**Doppler broadening by a free-electron gas, from potassium to aluminium**

An electron–positron pair with total energy $E_T$ and momentum $\mathbf p$ annihilates into two photons. Let the axis point along photon 1, towards detector 1, with $p_L$ the momentum component along it and $p_T$ the transverse magnitude. Conservation gives $(E_T-E_1)^2=c^2p_T^2+(cp_L-E_1)^2$, so

$$E_1=\frac{E_T^2-c^2p^2}{2(E_T-cp_L)}\approx\frac{E_T}{2}+\frac{cp_L}{2}-\frac{c^2p_T^2}{2E_T}.$$

With $E_T\approx 2mc^2$, the 511 keV line shifts by $\Delta E=cp_L/2$ to first order.

I now assume a positron of negligible momentum, electrons filling a sphere of radius $p_F=\hbar k_F$, and an annihilation rate independent of electron momentum. The weight at given $p_L$ is the area of a slice, $\int 2\pi p_T\,dp_T=\pi(p_F^2-p_L^2)$. Normalised to unit area,

$$P(\Delta E)=\frac{3}{4E_c}\left(1-\frac{\Delta E^2}{E_c^2}\right),\quad |\Delta E|\le E_c=\frac{c\hbar k_F}{2},$$

and zero outside. Half height lies at $E_c/\sqrt2$, so the full width at half maximum is $\Gamma=\sqrt2E_c$. The variance is $E_c^2/5$. The fraction of counts within $\pm w$, the $S$ parameter of defect studies, is $S=\tfrac32u-\tfrac12u^3$ for $u=w/E_c\le1$.

For valence $Z$ and atomic volume $\Omega$, $k_F=(3\pi^2Z/\Omega)^{1/3}$, and $\hbar c/2=98.7$ eV nm. The table takes typical room-temperature volumes and an illustrative $w=0.5$ keV. The last column adds in quadrature a Gaussian detector response of typical full width 1.2 keV, standard deviation $\sigma_d=0.51$ keV. Entries are the model's and are computed without intermediate rounding. Energies are in keV.

| | $Z$ | $\Omega$ ($10^{-30}$ m$^3$) | $k_F$ (nm$^{-1}$) | $E_c$ | $\Gamma$ | $S$ | rms | rms with detector |
|---|---|---|---|---|---|---|---|---|
| K | 1 | 75.7 | 7.31 | 0.72 | 1.02 | 0.87 | 0.32 | 0.60 |
| Na | 1 | 39.5 | 9.08 | 0.90 | 1.27 | 0.75 | 0.40 | 0.65 |
| Li | 1 | 21.6 | 11.1 | 1.10 | 1.55 | 0.64 | 0.49 | 0.71 |
| Mg | 2 | 23.2 | 13.7 | 1.35 | 1.91 | 0.53 | 0.60 | 0.79 |
| Al | 3 | 16.6 | 17.5 | 1.73 | 2.44 | 0.42 | 0.77 | 0.92 |

The shape is universal. The metal enters only through $E_c\propto(Z/\Omega)^{1/3}$, so every intrinsic width scales alike. Among the alkalis volume alone acts. Li and Mg have nearly equal volumes, so their ratio 1.23 is mostly valence: $2^{1/3}=1.26$ times a volume factor 0.98. From K to Al the ratio 2.39 splits into $3^{1/3}=1.44$ and 1.66. $S$ falls along the series because a fixed window covers a shrinking part of the parabola.

**Question.** *For potassium $\Gamma$ is below your detector width. What survives?*

The variance, since variances add under convolution. In the model it equals $E_c^2/5$ and fixes $k_F$. In real potassium it does not measure the valence gas alone, because core annihilation typically adds a comparable or larger term (last answer). The sharp cutoff is lost. The detector term exceeds the model's intrinsic rms for the three alkalis and compresses the Al/K contrast from 2.39 to 1.53. The tabulated $\Gamma$ and $S$ are intrinsic and must be convolved before they meet a spectrum.

**Question.** *What does a second detector change?*

Since $E_2=E_T-E_1$, the difference is $E_1-E_2=cp_L$ to first order, a parabola with cutoff $2E_c$, or 3.45 keV for Al. The signal doubles while independent noise from two equal detectors grows by $\sqrt2$. On the scale $(E_1-E_2)/2$ the response has standard deviation $\sigma_d/\sqrt2=0.36$ keV, and the model's contrast recovers to 1.76. A gate on $E_1+E_2\approx2mc^2$ also rejects background.

**Question.** *How safe are first-order kinematics and a positron at rest?*

Write $E_T=2mc^2-E_0+p^2/2m$, with $E_0\ll mc^2$ the constant binding of a pair at the band bottom. The line centre moves by $-E_0/2$, and the second-order terms in $E_1$ combine to $p^2/4m-p_T^2/4m=p_L^2/4m$. This is at most half the Fermi energy $E_F=p_F^2/2m$, or 5.8 eV for Al, a fraction 0.3 % of $E_c$. A Maxwellian positron has $\langle p_L^2\rangle=m^*k_BT$ and adds an rms shift $\tfrac12c\sqrt{m^*k_BT}$. Taking $m^*=m$ at 300 K gives 57 eV, which raises the model's intrinsic rms of K, the worst case, by 1.6 %. Thermal smearing of the Fermi surface, $\delta k/k_F\sim k_BT/2E_F$, stays below 1 % throughout.

**Question.** *The positron attracts electrons. Surely the rate depends on momentum?*

It does. In Kahana's treatment the enhancement grows towards $k_F$. Take a weight $1+b\,p^2/p_F^2$. With $x=\Delta E/E_c$, the slice integral becomes proportional to $(1-x^2)+\tfrac b2(1-x^4)$. An illustrative $b=0.3$ gives $\Gamma=1.46E_c$ in place of $1.41E_c$, wider by 3 %. The cutoff does not move, so it is the more robust measure of $k_F$.

**Question.** *And what does this say about vacancies?*

With density $n=Z/\Omega$, $u\propto n^{-1/3}$ and

$$\frac{dS}{d\ln n}=-\frac u2\,(1-u^2).$$

Lower density narrows the line and raises $S$. The magnitude peaks at 0.19 for $u=1/\sqrt3$, close to the case of Na, and is 0.18 for K and 0.13 for Al. The best window therefore scales with $E_c$. For a vacancy this gives only the direction. A trapped positron is localised and carries momentum of its own, the density it samples is not uniform, and its overlap with ion cores drops, which raises $S$ too.

**Question.** *Could thermal expansion mimic vacancies on heating?*

At fixed $Z$, $d\ln E_c/dT=-\alpha$, with $\alpha$ the linear expansion coefficient. The compiled value for Al at 293 K is $23.1\times10^{-6}$ K$^{-1}$ (Kaye and Laby Online). Held constant over 100 K, it lowers the model's cutoff by 0.23 %, or 4.0 eV, and raises $S$ by 0.0009. The sign is that of trapping, so this baseline must be subtracted.

**Question.** *How far do real metals follow the table?*

As typical knowledge, the valence part of the line in these simple metals ends near the free-electron cutoff, well within 30 %. The wings are missed entirely. Core electrons, typically from several per cent to about a tenth of the events in Al, and Umklapp components of the Bloch states put counts beyond $E_c$, where the parabola has none. Core annihilation lowers $S$ and raises the rms relative to the table. A core share $f$ of standard deviation $\sigma_c$ turns the variance into $(1-f)E_c^2/5+f\sigma_c^2$. The following inputs are typical knowledge, not measurements. For K and Na, $f$ is roughly 0.1 to 0.2 and $\sigma_c$ about 1 keV, so the core term of 0.1 to 0.2 keV$^2$ matches or exceeds the valence variance of K, 0.10 keV$^2$. The intrinsic rms then becomes 0.44 to 0.53 keV for K, 36 to 65 % above the table, and 0.49 to 0.57 keV for Na, 23 to 43 % above it. For Al, $f=0.1$ with $\sigma_c$ about 1.6 keV gives 0.89 keV, 15 % above. Li and Mg miss in the same direction, typically by a few tens of per cent. The intrinsic Al/K contrast in rms is thus nearer 1.7 to 2.0 than the model's 2.39. $S$ suffers less: a Gaussian core part with $f=0.2$ lowers it by 11 % for K.